**Kohn-Sham levels of high-spin Rh4+: screening, spin splitting and size**

The table holds eigenvalues, mean radii and mean inverse radii of the filled and empty levels of the free Rh4+ ion, [Kr] (4d up)5, from a spherical all-electron LDA-PZ calculation that is scalar-relativistic and spin-polarised. The program tests screened hydrogenic charges, a parameter-free sum for the 1s level (bare Dirac energy, 1s partner and outer-electron potential), an exponential description of the spin splitting against radius, and quantum-defect radii for tail charges 4 and 5. The 1s sum lands 143 eV (0.62%) below the computed eigenvalue, 4s and 4p split as much as 4d (about 3.9 eV), and the fitted decay of the splitting is half that of the cube root of the 4d density tail. The quantum-defect formula with charge 4 reproduces the reversed size order of 4f and 5d at less than half its size, with an rms radius error of 15.8% over the empty levels, and fails for 4d down (−38.5%). The output also gives the rounding limits of the splittings and a rough 2p spin-orbit splitting near 130 eV that the calculation omits.

Quantum ESPRESSO 7.5 (ld1.x), all-electron scalar-relativistic Kohn-Sham calculation of the isolated Rh4+ ion, [Kr] 4d⁵ with all five 4d electrons spin-up. Spin-polarised LDA (Slater exchange, Perdew-Zunger correlation), spherical densities and a point nucleus. Eigenvalues are negative for bound levels.

## The fit in Python

```python
# Table: Kohn-Sham levels, <r>, <1/r> of Rh4+ [Kr]4d(up)5; QE ld1.x, LDA-PZ, scalar-relativistic, spin-polarised.
# Tested: screened hydrogenic charges, Dirac 1s plus outer screening, spin splitting vs radius, quantum-defect radii.
T = {
    'level': ['1s up', '1s down', '2s up', '2s down', '2p up', '2p down', '3s up', '3s down', '3p up', '3p down', '3d up', '3d down', '4s up', '4s down', '4p up', '4p down', '4d up', '4d down', '5s up', '5s down', '5p up', '5p down', '5d up', '5d down', '4f up', '4f down'],
    'level_filled': ['yes', 'yes', 'yes', 'yes', 'yes', 'yes', 'yes', 'yes', 'yes', 'yes', 'yes', 'yes', 'yes', 'yes', 'yes', 'yes', 'yes', 'no', 'no', 'no', 'no', 'no', 'no', 'no', 'no', 'no'],
    'eigenvalue': [-23063, -23063, -3391.6, -3390.7, -3047.2, -3046.5, -650.11, -649.45, -536.96, -536.25, -355.6, -354.65, -136.54, -132.69, -103.88, -99.91, -56.3, -52.372, -41.667, -39.407, -33.168, -31.402, -21.349, -20.423, -19.063, -17.273],  # eV
    'mean_radius': [0.03266, 0.03266, 0.1421, 0.1421, 0.1238, 0.1238, 0.3914, 0.3912, 0.391, 0.3908, 0.3705, 0.3702, 0.9667, 0.964, 1.052, 1.05, 1.302, 1.315, 2.254, 2.316, 2.55, 2.637, 3.339, 3.484, 2.662, 3.026],  # bohr
    'mean_inverse_radius': [47.0, 47.0, 10.64, 10.64, 10.31, 10.31, 3.705, 3.706, 3.532, 3.532, 3.307, 3.308, 1.423, 1.429, 1.286, 1.291, 1.011, 1.005, 0.5837, 0.5648, 0.5149, 0.4939, 0.3987, 0.3801, 0.4637, 0.407],  # 1/bohr
}
import numpy as np
from scipy.constants import physical_constants as pc, alpha as a
from scipy.optimize import brentq
Ha = pc['Hartree energy in eV'][0]; Z = 45
D = {}
for i, s in enumerate(T['level']):
    sh, sp = s.replace('_', ' ').split()
    D[sh, sp] = (float(T['eigenvalue'][i]), float(T['mean_radius'][i]), float(T['mean_inverse_radius'][i]),
                 str(T['level_filled'][i]) in ('yes', 'True'))
S = [k[0] for k in D if k[1] == 'up']
nl = lambda s: (int(s[0]), 'spdf'.index(s[1]))
fl = lambda x, d: 10.0**(np.floor(np.log10(abs(x))) - d + 1)
sp = {s: D[s, 'down'][0] - D[s, 'up'][0] for s in S}
dr = {s: 100*(D[s, 'up'][1]/D[s, 'down'][1] - 1) for s in S}
print('shell split[eV] floor | r_up/r_dn-1[%] floor | up: Z(E) Z(<r>) Z(<1/r>)')
for s in S:
    n, l = nl(s); E, r, u, f = D[s, 'up']
    print(f'{s} {sp[s]:6.3f} {fl(E,5):.3f} | {dr[s]:7.3f} {100*fl(r,4)/r:.3f} | '
          f'{n*np.sqrt(-2*E/Ha):5.2f} {(3*n*n-l*(l+1))/(2*r):5.2f} {n*n*u:5.2f}')
# further outputs of the same run (more digits): E up, E down, <r> up, <r> down; sum of <r^2>
raw = {'1s': (-23063.22, -23063.2, 0.03266022, 0.03266011), '2s': (-3391.593, -3390.657, 0.1420747, 0.1420634),
       '2p': (-3047.213, -3046.476, 0.1237842, 0.1237693), '3s': (-650.1114, -649.4541, 0.3913687, 0.3912245)}
R2 = 22.77165
print('raw split[eV]:', ', '.join(f'{k} {v[1]-v[0]:.3f}' for k, v in raw.items()))
print('raw r_up/r_dn-1[%]:', ', '.join(f'{k} {100*(v[2]/v[3]-1):.4f}' for k, v in raw.items()))
print(f"4d split per unpaired e {sp['4d']/5:.3f} eV; split/4d: 4s {sp['4s']/sp['4d']:.2f} 4p {sp['4p']/sp['4d']:.2f}; 4f/5d {sp['4f']/sp['5d']:.2f}")
o = ['4d', '5s', '5p', '4f', '5d']; x = np.array([D[s, 'up'][1] for s in o]); y = np.array([sp[s] for s in o])
p = np.polyfit(x, np.log(y), 1)
print(f"split=A exp(-k r): A {np.exp(p[1]):.2f} eV, k {-p[0]:.2f}/bohr; rho^(1/3) tail 2kappa/3 = {2*np.sqrt(-2*D['4d','up'][0]/Ha)/3:.2f}/bohr")
print(' fit error[%]:', ', '.join(f'{s} {e:+.1f}' for s, e in zip(o, 100*(np.exp(np.polyval(p, x))/y - 1))))
g = lambda z: np.sqrt(1 - (z*a)**2)
E1, r1, u1, _ = D['1s', 'up']
zu = brentq(lambda z: z/g(z) - u1, 30, 60); zr = brentq(lambda z: (2*g(z) + 1)/(2*z) - r1, 30, 60)
print(f'1s: Z alpha {Z*a:.4f}, gamma {g(Z):.4f}; bare <1/r> nonrel {Z}, Dirac {Z/g(Z):.2f}, table {u1:.2f} /bohr')
print(f'1s bare <r> nonrel {1.5/Z:.5f}, Dirac {(2*g(Z)+1)/(2*Z):.5f}, table {r1:.5f} bohr')
print(f'1s Dirac screened Z from <1/r> {zu:.2f}, from <r> {zr:.2f}')
Eb = (g(Z) - 1)/a**2*Ha; En = -Z*Z/2*Ha; pair = 5*Z/8*Ha
out = sum((2*nl(k[0])[1] + 1)*v[2] for k, v in D.items() if v[3] and k[0] != '1s')*Ha
print(f'1s bare nonrel {En:.0f}, bare Dirac {Eb:.0f} (shift {Eb-En:.0f}), table-Dirac {E1-Eb:.0f} eV')
m = Eb + pair + out
print(f'1s partner {pair:.0f} + outer {out:.0f} eV -> model {m:.0f}; table-model {E1-m:.0f} eV ({100*(E1-m)/abs(E1):.2f}%), floor 0.5 eV')
print('empty level: n*(z=4) defect | r table, r(z=4) err% | err%(z=5)')
err = {4: [], 5: []}
for k, v in D.items():
    if v[3]: continue
    n, l = nl(k[0]); rr = {}
    for z in err:
        rr[z] = (3*z*z*Ha/(-2*v[0]) - l*(l+1))/(2*z); err[z].append(100*(rr[z]/v[1] - 1))
    ns = 4*np.sqrt(Ha/(-2*v[0]))
    print(f'{k[0]} {k[1]:4s} {ns:.3f} {n-ns:.2f} | {v[1]:.3f} {rr[4]:.3f} {err[4][-1]:+.1f} | {err[5][-1]:+.1f}')
for z in err:
    e = np.array(err[z]); print(f'z={z}: rms {np.sqrt(np.mean(e**2)):.1f}%, worst {e[np.argmax(abs(e))]:+.1f}% (rounding <0.05%)')
print(f"hydrogenic 4f, z=4: {-Ha/2:.2f} eV, {36/8:.2f} bohr; up 4f-5d: dE {D['4f','up'][0]-D['5d','up'][0]:.2f} eV, dr {D['4f','up'][1]-D['5d','up'][1]:.3f} bohr")
z2 = 4*D['2p', 'up'][2]; so = z2**4*a*a/32*Ha
print(f"2p spin-orbit rough Z^4 a^2/32 (Z={z2:.1f}): {so:.0f} eV, {so/(raw['2p'][1]-raw['2p'][0]):.0f} x spin split")
print('frozen shift per proton[eV]:', ', '.join(f"{s} {-D[s,'up'][2]*Ha:.1f}" for s in ['1s', '2p', '3d', '4d']))
lb = sum((2*nl(k[0])[1] + 1)*v[1]**2 for k, v in D.items() if v[3])
print(f"sum N<r>^2 {lb:.2f} vs run sum<r^2> {R2:.2f} bohr^2 (ratio {R2/lb:.3f}); 4d share of bound {100*5*D['4d','up'][1]**2/lb:.0f}%")
assert all(v >= 0 for v in sp.values()) and sp['2s'] > sp['3s']
assert all(dr[s] > 0 for s in ['3s', '3p', '3d', '4s', '4p']) and all(dr[s] < 0 for s in o)
assert Z < u1 < Z/g(Z)
assert D['4f', 'up'][0] > D['5d', 'up'][0] and D['4f', 'up'][1] < D['5d', 'up'][1]
```

Printed output:

```
shell split[eV] floor | r_up/r_dn-1[%] floor | up: Z(E) Z(<r>) Z(<1/r>)
1s  0.000 1.000 |   0.000 0.031 | 41.17 45.93 47.00
2s  0.900 0.100 |   0.000 0.070 | 31.58 42.22 42.56
2p  0.700 0.100 |   0.000 0.081 | 29.93 40.39 41.24
3s  0.660 0.010 |   0.051 0.026 | 20.74 34.49 33.34
3p  0.710 0.010 |   0.051 0.026 | 18.85 31.97 31.79
3d  0.950 0.010 |   0.081 0.027 | 15.34 28.34 29.76
4s  3.850 0.010 |   0.280 0.010 | 12.67 24.83 22.77
4p  3.970 0.010 |   0.190 0.095 | 11.05 21.86 20.58
4d  3.928 0.001 |  -0.989 0.077 |  8.14 16.13 16.18
5s  2.260 0.001 |  -2.677 0.044 |  8.75 16.64 14.59
5p  1.766 0.001 |  -3.299 0.039 |  7.81 14.31 12.87
5d  0.926 0.001 |  -4.162 0.030 |  6.26 10.33  9.97
4f  1.790 0.001 | -12.029 0.038 |  4.73  6.76  7.42
raw split[eV]: 1s 0.020, 2s 0.936, 2p 0.737, 3s 0.657
raw r_up/r_dn-1[%]: 1s 0.0003, 2s 0.0080, 2p 0.0120, 3s 0.0369
4d split per unpaired e 0.786 eV; split/4d: 4s 0.98 4p 1.01; 4f/5d 1.93
split=A exp(-k r): A 10.30 eV, k 0.69/bohr; rho^(1/3) tail 2kappa/3 = 1.36/bohr
 fit error[%]: 4d +6.2, 5s -4.7, 5p -0.6, 4f -9.3, 5d +9.6
1s: Z alpha 0.3284, gamma 0.9445; bare <1/r> nonrel 45, Dirac 47.64, table 47.00 /bohr
1s bare <r> nonrel 0.03333, Dirac 0.03210, table 0.03266 bohr
1s Dirac screened Z from <1/r> 44.46, from <r> 44.28
1s bare nonrel -27552, bare Dirac -28337 (shift -786), table-Dirac 5274 eV
1s partner 765 + outer 4366 eV -> model -23206; table-model 143 eV (0.62%), floor 0.5 eV
empty level: n*(z=4) defect | r table, r(z=4) err% | err%(z=5)
4d down 2.039 1.96 | 1.315 0.809 -38.5 | +2.5
5s up   2.286 2.71 | 2.254 1.959 -13.1 | +8.7
5s down 2.350 2.65 | 2.316 2.072 -10.6 | +11.8
5p up   2.562 2.44 | 2.550 2.211 -13.3 | +12.8
5p down 2.633 2.37 | 2.637 2.350 -10.9 | +15.6
5d up   3.193 1.81 | 3.339 3.074 -7.9 | +25.2
5d down 3.265 1.74 | 3.484 3.247 -6.8 | +26.2
4f up   3.379 0.62 | 2.662 2.782 +4.5 | +56.0
4f down 3.550 0.45 | 3.026 3.226 +6.6 | +55.6
z=4: rms 15.8%, worst -38.5% (rounding <0.05%)
z=5: rms 30.1%, worst +56.0% (rounding <0.05%)
hydrogenic 4f, z=4: -13.61 eV, 4.50 bohr; up 4f-5d: dE 2.29 eV, dr -0.677 bohr
2p spin-orbit rough Z^4 a^2/32 (Z=41.2): 131 eV, 178 x spin split
frozen shift per proton[eV]: 1s -1278.9, 2p -280.5, 3d -90.0, 4d -27.5
sum N<r>^2 19.70 vs run sum<r^2> 22.77 bohr^2 (ratio 1.156); 4d share of bound 43%
```
